Q: At Γ, the centre of the Brillouin zone, Bi2Se3 has a gap of about 0.2 eV in this calculation. How far must I move before the gap looks different?

A: That depends on the direction. The shortest mesh step off the stacking axis, to point 2 in the table, leads mostly into the plane of the layers and widens the gap by more than 1.5 eV. Going along the stacking axis all the way to the zone boundary at Z widens it by less than 1 eV. These are PBE levels without spin-orbit coupling. Each row is one wave vector: "level under 1" is the highest filled level there, "level over 1" the lowest empty one, and the gap is their difference.

Kohn-Sham levels of Bi2Se3 (R-3m, five-atom rhombohedral cell, geometry as given) from Ansatz 0.2.0: PBE, all-electron LAPW, scalar-relativistic without spin-orbit coupling, no spin polarisation, plane-wave cutoff 225.9 eV, 8×8×8 k mesh, Fermi-Dirac smearing of 0.05 eV. Energies are counted from the valence top; levels under and over are numbered outwards from the gap.

```
point a (reciprocal cell vector)  point b (reciprocal cell vector)  point c (reciprocal cell vector)  level point (row)  level under 3 (eV)  level under 2 (eV)  level under 1 (eV)  level over 1 (eV)  level over 2 (eV)
                          0.0000                            0.0000                            0.0000                  1              -1.218              -1.218               0.000              0.216              1.393
                          0.0000                            0.0000                            0.1250                  2              -1.351              -0.985              -0.719              1.129              1.784
                          0.0000                            0.0000                            0.3750                  3              -1.703              -1.238              -0.569              0.957              2.012
                          0.0000                            0.1250                           -0.1250                  4              -0.960              -0.608              -0.495              1.176              1.458
                          0.0000                           -0.5000                           -0.5000                  5              -1.883              -1.647              -1.008              1.341              1.954
                          0.1250                            0.1250                           -0.1250                  6              -1.401              -1.375              -0.778              1.484              2.033
                         -0.5000                           -0.5000                           -0.5000                  7              -1.388              -1.388              -0.457              0.634              1.701
```

Q: What do Γ and Z have in common?

A: They are level points 1 and 7, the two rows on the threefold axis, where the wave vector has no in-plane part. Their gaps are 0.22 and 1.09 eV, while every other row has more than 1.5 eV. On the axis the second and third filled levels also coincide exactly, and elsewhere they split. Symmetry and the known chemistry of the compound identify such a pair as p orbitals lying in the layer, pₓ and p_y, and the single levels at the gap as p_z orbitals pointing along the stack.

Q: Why should that keep the gap narrow?

A: Look at a Bi atom from above: its bonds to three Se atoms in the next atomic plane lean outwards, 120° apart. Through these slanted bonds the p_z orbital of Bi could mix with the in-plane orbitals of Se, and likewise p_z of Se with the in-plane orbitals of Bi. On the axis the three Se atoms carry the same phase, so the three sideways contributions cancel. Off the axis the phases differ and the mixing sets in. Filled in-plane levels then push the lowest empty level up, and empty ones push the highest filled level down. From Γ to point 2 the computed levels do move apart in this way, by 0.91 and 0.72 eV; that mixing is the reason is an argument from theory.

Q: Can that be put into a formula?

A: Add three unit vectors along the bonds as seen from above, each with its phase. The squared length of the sum is

M² = 3 − cos 2π(a−b) − cos 2π(b−c) − cos 2π(c−a)

where a, b and c are the columns "point a", "point b" and "point c". M vanishes on the axis. If the mixing is strong, the push grows as M itself. The phase between layers enters through L = (3 − cos 2πa − cos 2πb − cos 2πc)/6, which is 0 at Γ and 1 at Z. With it, a fit to all seven rows gives

gap ≈ 0.73 + 0.71 M + 0.29 L (in eV)

For point 2, which was part of the fit, a and b are zero and c is 1/8. Then M² = 2 − 2 cos 45° ≈ 0.59, so M ≈ 0.77, and L ≈ 0.05. The gap comes out as 0.73 + 0.55 + 0.01 ≈ 1.3 eV.

Q: But the table gives 1.85 eV there.

A: Yes, and at Γ the formula is too high by 0.5 eV. The computed gap jumps at the first step off the axis and then stops growing steadily, which a formula that rises steadily with M can't follow. When a row is left out and predicted from the others, the typical error is 0.75 eV, about as large as the scatter of the gaps themselves. The formula explains where the mixing vanishes, but it shouldn't be used to predict gaps. The printed output below also has the version for weak mixing, with M² in place of M, which does no better.

Q: Points 3 and 4 lie further from the axis than point 2, yet their gaps are narrower. Why?

A: Here I can only guess. The levels are sorted by energy, not followed along a band. At point 3 both edge levels lie closer to the gap than at point 2, at point 4 only the filled one does. Once several bands have mixed, these levels may belong to different bands from those at point 2.

Q: And why does the gap change along the axis at all, if nothing mixes sideways there?

A: Because neighbouring layers, each five atomic planes thick, go from in phase at Γ to opposite phase at Z. With the known symmetry of the two edge levels, the filled one is antibonding between layers at Γ and the empty one bonding. Reversing the phase should lower the first and raise the second, and they do shift by 0.46 and 0.42 eV. The in-plane pair, whose lobes don't point at the next layer, moves by only 0.17 eV.

Q: So may I take 0.22 eV as the band gap of the material?

A: No. Spin-orbit coupling is strong in bismuth, and in real Bi2Se3 it reverses the order of the two edge levels at Γ. A measured gap of similar size would therefore not confirm this one. PBE also tends to place filled and empty levels too close together. The mesh is also coarse just where the levels move fastest, so a band edge slightly away from Γ could slip between its points.

Numerical output:

```
Points of the mesh:
    row  in-plane wave vector (1/A)  mixing factor  interlayer factor  gap (eV)  second less third filled level (eV)
    0.0                           0              0                  0     0.216                                    0
    0.0                      0.2189         0.7654            0.04882     1.848                                0.366
    0.0                      0.6568          1.848             0.2845     1.526                                0.465
    0.0                      0.3792          1.259            0.09763     1.671                                0.352
    0.0                      0.8758              2             0.6667     2.349                                0.236
  0.125                      0.4379          1.414             0.1464     2.262                                0.026
   -0.5                           0              0                  1     1.091                                    0
Smallest gap off the axis (eV): 1.526
Largest gap off the axis (eV): 2.349
Mean gap of the listed points off the axis (eV): 1.931
Gamma to Z, fall of the top filled level (eV): 0.457
Gamma to Z, rise of the lowest empty level (eV): 0.418
Gamma to Z, fall of the filled pair (eV): 0.17
Fall of the top filled level over fall of the pair (ratio): 2.688
Gamma to point 2, fall of the top filled level (eV): 0.719
Gamma to point 2, rise of the lowest empty level (eV): 0.913
Free-electron kinetic term at point 2 (eV): 0.1826
Upward push on the empty level beyond the kinetic term (eV): 0.7304
Downward push on the filled level against the kinetic term (eV): 0.9016
Interlayer estimate of the gap change at point 2 (eV): 0.04271
fit of gap on 7 rows: constant 0.732 +/- 0.41, coefficient of mix 0.7135 +/- 0.27, coefficient of inter 0.2852 +/- 0.59; rms 0.41, worst 0.0 0.606, leave-one-out rms 0.748
fit of gap on 7 rows: constant 1.044 +/- 0.43, coefficient of mixsq 0.3063 +/- 0.17, coefficient of inter 0.04605 +/- 0.73; rms 0.505, worst 0.0 0.828, leave-one-out rms 0.77
```
